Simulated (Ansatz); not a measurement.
## A van 't Hoff estimate for C2H7NSi + C4H8O ⇌ C2H6OSi + C4H9N

Species: C2H7NSi `C=C[SiH2]N`, singlet; C4H8O (cyclobutanol) `OC1CCC1`, singlet; C2H6OSi `C=C[SiH2]O`, singlet; C4H9N (cyclobutylamine) `NC1CCC1`, singlet. The partners trade NH2 for OH: Si–NH2 and C–OH bonds give way to Si–OH and C–NH2.

The electronic reaction energy at CCSD(T)/CBS estimate is -48.6 kJ/mol. Shapes: PBE0-D4/def2-TZVP. Flexible molecules stand in one conformer, not always the lowest. Programs: Ansatz 0.2.0. Enthalpy and entropy come from rigid-rotor, harmonic-oscillator sums on unscaled PBE0-D4/def2-TZVP wavenumbers, ideal gases at 1 bar; R ln 2 is added for the mirror twin of the chiral shape of C4H8O, C2H6OSi. Symmetry numbers: C2H7NSi 1, C4H8O 1, C2H6OSi 1, C4H9N 1. R = 8.3145 J/(mol K).

```
T (K)  ΔH (kJ/mol)  ΔS (J/(mol K))
  300        -46.8            -5.0
  500            ?               ?
  700        -48.1            -8.0
```

Problem. Work out ln K at 300 and 700 K, and from these estimate it at 500 K.

Solution. 
1. 300 K: ΔG = -46.8 − 300 × (-5.0)/1000 = -45.3 kJ/mol; ln K = −ΔG/RT = +18.16.
2. 700 K: ΔG = -48.1 − 700 × (-8.0)/1000 = -42.5 kJ/mol; ln K = −ΔG/RT = +7.30.
3. Slope against 1000/T: (+7.30 − (+18.16))/(1.4286 − 3.3333) = +5.70, that is −ΔH/R with ΔH near -47 kJ/mol.
4. 500 K: ln K = +18.16 + (+5.70) × (2.0000 − 3.3333) = +10.56.

The full sums give ΔH = -47.6 kJ/mol, ΔS = -7.1 J/(mol K), ΔG = -44.1 kJ/mol and ln K = +10.61 at 500 K, so the line is off by -0.05 in ln K; without rounding the miss is -0.03, from the change of ΔH with temperature. The products are favoured over this whole range. An error of 10 kJ/mol in the energy moves ln K by 2.4 at 500 K. Soft modes are treated as harmonic, which can err either way at these temperatures; the lowest are those of C2H7NSi (107 cm⁻¹), C4H8O (173 cm⁻¹), C2H6OSi (110 cm⁻¹), C4H9N (166 cm⁻¹). Other conformers aren't counted. The CBS estimate extrapolates MP2 from def2-TZVPP and def2-QZVPP and adds CCSD(T) − MP2 in the triple-zeta set, cores frozen.

The exchange is driven by enthalpy: silicon prefers oxygen to nitrogen by a wider margin than carbon does. Silicon is much more electropositive than carbon, so replacing nitrogen with the more electronegative oxygen adds more ionic stabilisation at silicon than is lost at carbon. Lone-pair donation into σ* orbitals at silicon occurs in both the silanol and the silylamine, and so probably only modifies this preference.

With two molecules on each side and the OH and NH2 groups kept intact, the entropy change is small, and ln K falls from +18.16 to +7.30 mainly because a nearly constant exothermic term is divided by a rising RT. The slightly more negative ΔH at higher temperature makes the van 't Hoff plot concave, which is why the straight line falls just below the full result at 500 K. The preference for the silanol and cyclobutylamine would survive an energy error several times the 10 kJ/mol considered. It concerns this exchange alone, since condensation of the silanol to a siloxane would open a further equilibrium.
